**Q:** Is SnSe₂ a direct-gap semiconductor, and how do I read that from a list of levels?

**A:** Each row is one crystal momentum, given by points a, b and c; the first two run within the layers, the third across them. "Level under 1" is the highest filled level at that point and "level over 1" the lowest empty one, with zero at the valence top.

Kohn–Sham levels of bulk SnSe₂ (P-3m1) at its given geometry, computed with ABINIT 10.8.3 using PBEsol without spin–orbit coupling and JTH PAW PBE v2.0 sp datasets. The plane-wave cutoff is 272.114 eV, the k mesh 6×6×4 and the Fermi–Dirac smearing 0.05 eV. Energies are counted from the valence top.

```csv
point a (reciprocal cell vector),point b (reciprocal cell vector),point c (reciprocal cell vector),level point (row),level under 3 (eV),level under 2 (eV),level under 1 (eV),level over 1 (eV),level over 2 (eV)
0.0000,0.0000,0.0000,1,-0.435,-0.435,0.000,0.974,2.855
0.5000,0.0000,0.0000,2,-2.720,-1.273,-0.346,1.060,3.698
0.1667,0.1667,0.0000,3,-1.458,-1.317,-0.173,2.155,4.897
0.3333,0.3333,0.0000,4,-3.412,-1.583,-1.583,1.334,6.616
0.3333,0.3333,0.2500,5,-3.611,-0.994,-0.994,1.869,5.533
0.5000,0.0000,0.5000,6,-2.034,-0.900,-0.742,0.776,4.186
0.3333,0.3333,0.5000,7,-3.792,-0.401,-0.401,2.496,4.642
```

The valence top is at Γ (0, 0, 0), and the vertical gap there, 0.974 eV, is the smallest on the mesh. At L (½, 0, ½) the lowest empty level is only 0.776 eV above the valence top. The gap over the whole mesh is smaller still, 0.707 eV, so the conduction minimum belongs to another mesh point. On this mesh the gap is therefore indirect. The true band edges may lie between mesh points, so the full gap in this calculation could be somewhat smaller than 0.707 eV.

**Q:** What are the electrons on either side of the gap doing chemically?

**A:** Tin brings four valence electrons and each selenium six, so sixteen electrons fill eight bands. Two selenium atoms have just eight valence orbitals, one s and three p each. In the ionic picture these are full and the tin 5s orbital is empty. By this count the valence top is mainly selenium 4p, and the first empty band is tin 5s mixed with selenium p in an antibonding way.

**Q:** Why do two filled levels sometimes have exactly the same energy?

**A:** The crystal has a threefold axis, and two states can circulate about it in opposite senses. Inversion combined with time reversal turns one into the other without changing the crystal momentum, so their energies must agree. This happens to the top filled levels at K (⅓, ⅓, 0), at H (⅓, ⅓, ½) and halfway between. At Γ such a pair lies 0.435 eV below a single level that forms the valence top.

Spin-orbit coupling, left out here, would split these pairs, by up to a few tenths of an eV as a rough figure for selenium p states. It could also shift the valence top.

**Q:** The layers are held together weakly. Can I treat the electrons as confined to one layer?

**A:** The vertical gap might tempt you to: it differs by only 0.02 eV between K and H. But the top filled pair and the first empty level each rise by about 1.2 eV on that path, and the difference hides their common motion. In an isolated layer, K and H would have the same levels, because there would be no neighbour for the third component to refer to. The rise is thus a direct sign of electronic coupling between layers, which can be strong even where the cohesion is weak.

**Q:** Does that coupling reach beyond the next layer?

**A:** An electron wave passes from layer to layer with a phase step set by point c. At K the steps are in phase, at H neighbouring layers have opposite signs, and halfway between the contributions of the two adjacent layers cancel. If only adjacent layers count, the energy is E = E₀ + 2t cos(2πc), where E₀ is the level without coupling between layers and t is the coupling strength. The halfway level must then be the mean of the two ends.

For the filled pair this gives (−1.583 − 0.401)/2 = −0.992 eV, against −0.994 eV in the table, a value not used in the estimate. For the first empty level the mean is 0.046 eV too high, about 4% of its rise from K to H. On this path the net coupling across two layers, direct or through other bands, is thus small beside that between adjacent ones. Coupling across three layers would not show in this test. The printed output after this text gives both comparisons.

**Q:** Is the in-plane motion just as simple?

**A:** No. From Γ towards K the first empty level climbs by 1.18 eV to the halfway point and then falls by 0.82 eV. A single band coupled only to its nearest in-plane neighbours would have to lie between its end values there, so this picture fails. Coupling between layers may be one reason: at K it holds the level about half an eV lower than midway to H, where the contributions of adjacent layers cancel. But an equal shift at every in-plane point would leave the shape unchanged, and the table does not show the shift at Γ or halfway to K. Mixing with other bands and coupling to farther tin atoms may also matter.

**Q:** What would sulfur change, and which digits may I carry to a real crystal?

**A:** Sulfur 3p levels lie deeper than selenium 4p, so in SnS₂ the valence top sinks relative to tin 5s. The shorter bonds should also push the antibonding empty band up. Both changes widen the gap.

As for digits, the third decimal serves only to compare levels within this calculation. The mesh and cutoff are usual working values, not converged limits, and the atoms are held still, whereas vibrations shift the levels of a real crystal. The selenium atoms still feel forces of 0.65 eV/Å along the layer normal, and gaps here depend on their height. Semilocal functionals also tend to make gaps too small. I would trust the eV-sized rise from K to H as a sign of strong coupling, but not the order of the first empty levels at Γ and M (½, 0, 0), which differ by less than 0.1 eV.

Output of the analysis:

```
Distances between levels at each point in eV:
     row  point  vertical gap  first to second filled  first to second empty
     0.0      1         0.974                   0.435                  1.881
     0.5      2         1.406                   0.927                  2.638
  0.1667      3         2.328                   1.144                  2.742
  0.3333      4         2.917                       0                  5.282
  0.3333      5         2.863                       0                  3.664
     0.5      6         1.518                   0.158                   3.41
  0.3333      7         2.897                       0                  2.146
Filled bands per cell: 8
Lowest listed empty level, at L, in eV: 0.776
Lowest listed empty level less gap on the whole mesh, in eV: 0.069
Smallest vertical gap less gap on the whole mesh, in eV: 0.267
First empty level, Gamma less L, in eV: 0.198
First empty level, M less Gamma, in eV: 0.086
First empty level, spread over the listed points, in eV: 1.72
Lowest second empty level less highest first empty level, in eV: 0.359
First empty level, rise from Gamma to halfway to K, in eV: 1.181
First empty level, change from halfway to K, in eV: -0.821
Points where the two highest filled levels coincide: 3
Highest filled level at Gamma less the pair below it, in eV: 0.435
Top filled pair, change from K to H, in eV: 1.182
First empty level, change from K to H, in eV: 1.162
Vertical gap, change from K to H, in eV: -0.02
Highest filled level, change from M to L, in eV: -0.396
First empty level, change from M to L, in eV: -0.284
Top filled pair halfway K to H, estimate as mean of the ends, in eV: -0.992
Top filled pair halfway K to H, estimate less table, in eV: 0.002
First empty level halfway K to H, estimate as mean of the ends, in eV: 1.915
First empty level halfway K to H, estimate less table, in eV: 0.046
```
